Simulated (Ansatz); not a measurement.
# From Ge(OH)4 to GeCl4: predicting a member

Gas-phase molecules. On one Ge centre, n of the OH ligands are replaced by Cl. The HOMO–LUMO gap y in eV at wB97X-V/def2-TZVPP. Shapes: PBE0-D4/def2-TZVP. Flexible molecules stand in one conformer, not always the lowest. Programs: Ansatz 0.2.0.

```
  molecule  n  y (eV)
   Ge(OH)4  0   13.52
 Ge(OH)3Cl  1       ?
Ge(OH)2Cl2  2   12.91
 Ge(OH)Cl3  3   12.52
     GeCl4  4   12.11
```

**Question.** Fit y = c + s·n to the known rows and predict Ge(OH)3Cl.

**Answer.** 
1. Means of the 4 rows: n = 2.25000, y = 12.765.
2. Σ(Δn)² = 8.75, Σ(Δn·Δy) = -3.065, so the slope is -3.065/8.75 = -0.35029.
3. Intercept: 12.765 − (-0.35029) × 2.25000 = 13.553. The largest residual of the fit is 0.057.
4. Ge(OH)3Cl: 13.553 + (-0.35029) × 1 = 13.20 eV.

The run gave 13.33 eV, so the prediction is off by -0.13 eV, more than the largest residual. The steps per swap are uneven (-0.19, -0.42, -0.39, -0.41), so a line is a poor model. Other levels give for Ge(OH)3Cl: r2SCAN-D4/def2-TZVPP 6.88; B3LYP-D4/def2-TZVPP 8.04; wB97M-V/def2-TZVPP 12.89 eV. Orbital gaps aren't excitation energies, and the LUMO depends on the basis. Relativity is left out for Ge.

The gap narrows with every replacement of OH by Cl, but the first swap costs only about half as much as each later one. The known rows already hinted at this curvature, since the average drop per swap between Ge(OH)4 and Ge(OH)2Cl2 is smaller than either of the last two steps.

The narrowing probably comes mainly from the LUMO. Ge–Cl bonds are longer and weaker than Ge–O bonds, and chlorine is the poorer π donor, so the Ge–Cl σ* level lies lower. The occupied edge should remain ligand lone pair in character, passing from O 2p to Cl 3p. The small first step may mean that a single Ge–Cl σ* contribution barely stabilises a diffuse LUMO, though a change in OH orientation could also contribute.

For Ge(OH)3Cl, even the two range-separated functionals differ by more than any single swap changes the gap, so the series supports a relative ordering within one level better than absolute gaps. Separate HOMO and LUMO energies would be needed to confirm which edge drives the trend.
